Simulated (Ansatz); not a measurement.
ScPd: energy above lowest point as volume scale varies

All results are calculated (Ansatz 0.2.0). Free energy against uniform scaling of the volume at fixed shape and fractions; periodic cell, basis, potentials, k mesh and filling as listed.

The cell before it is scaled or strained (space group Pm-3m, No. 221):
```
cell vectors (Å)
   3.2830     0.0000     0.0000
   0.0000     3.2830     0.0000
   0.0000     0.0000     3.2830
atoms (fractions of the cell vectors)
Sc  0.50000  0.50000  0.50000
Pd  0.00000  0.00000  0.00000
```

Settings of every row: functional PBEsol; dispersion none; potentials PAW; wave cutoff 630 eV; density cutoff 2520 eV; k mesh 7x7x7; k shift 0x0x0; occupations fermi dirac; smearing width 0.01 eV; spin none; SCF threshold exponent -9.

Limits: coarse k mesh, up to 40 meV an atom off.

```
row  volume scale  V (Å³/atom)  energy above lowest point (meV/atom)
  1          0.94       16.631                                  17.8
  2          0.96       16.985                                   5.7
  3          0.98       17.338                                     0
  4             1       17.692                                     0
  5          1.02       18.046                                   5.2
  6          1.04         18.4                                     ?
  7          1.06       18.754                                  29.1
```

Question: what energy above lowest point should row 6 give?

Worked fit of energy above lowest point. Take u = (V_r/V)^(2/3) − 1 with V_r = 17.515 Å³ an atom, which is twice the finite (Eulerian) strain; such expansions in the strain, on which the Birch-Murnaghan equation of state is built, carry the rest volume and the bulk modulus. The shown rows have u = 0.03513, 0.0207, 0.00679, -0.00668, -0.01971, -0.04454. Least squares give energy above lowest point = −0.68 − 2.9 × u + 15008 × u² + 1363 × u³ meV/atom; a parabola predicts inner rows, each left out in turn, worse (root mean square 0.028 against 0.012 meV/atom). All shown rows lie on it to the printed digit. Its lowest point lies at u = 0.0001, or V = 17.51 Å³ an atom, and the curvature there gives the bulk modulus at fixed shape and fractions, B = (4/9)(1 + u)² E″(u)/V = 122 GPa. The withheld row has u = -0.03233, so the fit gives −0.68 − 2.9 × (-0.03233) + 15008 × (-0.03233)² + 1363 × (-0.03233)³ = 15.1 meV/atom.

The calculation gave 15.1 meV/atom. The fit meets it to the printed digit.
